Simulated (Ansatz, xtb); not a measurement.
## Relative energy of two isomers of C3H4ClNSSi

Structure a: `[SiH3]c1csc(Cl)n1`, a singlet. Structure b: `[SiH3]c1cnc(Cl)s1`, a singlet. Both are isolated molecules in the gas phase, relaxed with PBE-D3(BJ)/def2-SVP.

Task: Estimate E(b) − E(a) at the level CCSD(T)/def2-SVP + ΔMP2/def2-TZVPP.

Result: Calculated at CCSD(T)/def2-SVP + ΔMP2/def2-TZVPP: E(b) − E(a) = −0.114 eV, so structure b lies lower.

How the difference moves with the method:

| level | geometry | E(b) − E(a) (eV) | departure from the last row (eV) | job, with rough time for the two |
| --- | --- | --- | --- | --- |
| GFN2-xTB | GFN2-xTB | −0.014 | +0.099 | optimisation, 0.22 s |
| HF/STO-3G | GFN2-xTB | −0.013 | +0.100 | single point, 0.64 s |
| r2SCAN-D4/def2-SVP | GFN2-xTB | −0.129 | −0.015 | single point, 4 s |
| PBE-D3(BJ)/def2-SVP | PBE-D3(BJ)/def2-SVP | −0.112 | +0.002 | optimisation, 26 s |
| HF/def2-SVP | PBE-D3(BJ)/def2-SVP | −0.121 | −0.007 | part of the CCSD(T) run |
| MP2/def2-SVP | PBE-D3(BJ)/def2-SVP | −0.114 | 0.000 | part of the CCSD(T) run |
| CCSD(T)/def2-SVP | PBE-D3(BJ)/def2-SVP | −0.107 | +0.006 | single point |
| CCSD(T)/def2-SVP + ΔMP2/def2-TZVPP | PBE-D3(BJ)/def2-SVP | −0.114 |  | single point, 43 s |

As drawn, both hold the same kinds of bond in the same numbers.

GFN2-xTB, HF/STO-3G find them nearly level. The largest departure from CCSD(T)/def2-SVP + ΔMP2/def2-TZVPP is that of HF/STO-3G, 0.100 eV. The last row adds to CCSD(T) the change of the MP2 difference between the two basis sets, here −0.006 eV.

With thermal terms from frequencies at re-optimised GFN2-xTB minima (ideal gas, soft modes damped towards free rotors, one conformer each, 298.15 K, 1 atm): the zero-point term adds +0.009 eV; ΔH is −0.105 and ΔG −0.103 eV.

The correlated steps freeze 19 core orbitals. Programs: Ansatz 0.2.0, xtb 6.7.1; the last row on 2 threads of Intel(R) Xeon(R) 6975P-C (Granite Rapids) on a shared host.

The 5-silyl thiazole, with silicon on the carbon next to sulfur, is favoured over the 4-silyl isomer, where that carbon is next to nitrogen. The preference is modest but survives the thermal terms, with ΔG at −0.103 eV. Since the bond types match, the difference must come from how the ring accommodates the substituent. Silyl is electropositive and leaves its ring carbon partly carbanionic. Such charge is better tolerated beside polarisable sulfur than beside nitrogen, whose in-plane lone pair repels the electrons of the C–Si bond; this is probably the main cause.

Hartree–Fock in the def2-SVP basis already gives −0.121 eV, so the ordering doesn't depend on electron correlation. Nor does the GFN2-xTB geometry explain the near-degeneracy at HF/STO-3G, because r2SCAN-D4 recovers the preference on the same structures; the inflexible minimal basis is the likelier culprit. The energies describe a thermodynamic preference only: exchanging the silyl position requires bonds to be broken, so the isomer ratio from a synthesis may be set by kinetics instead.
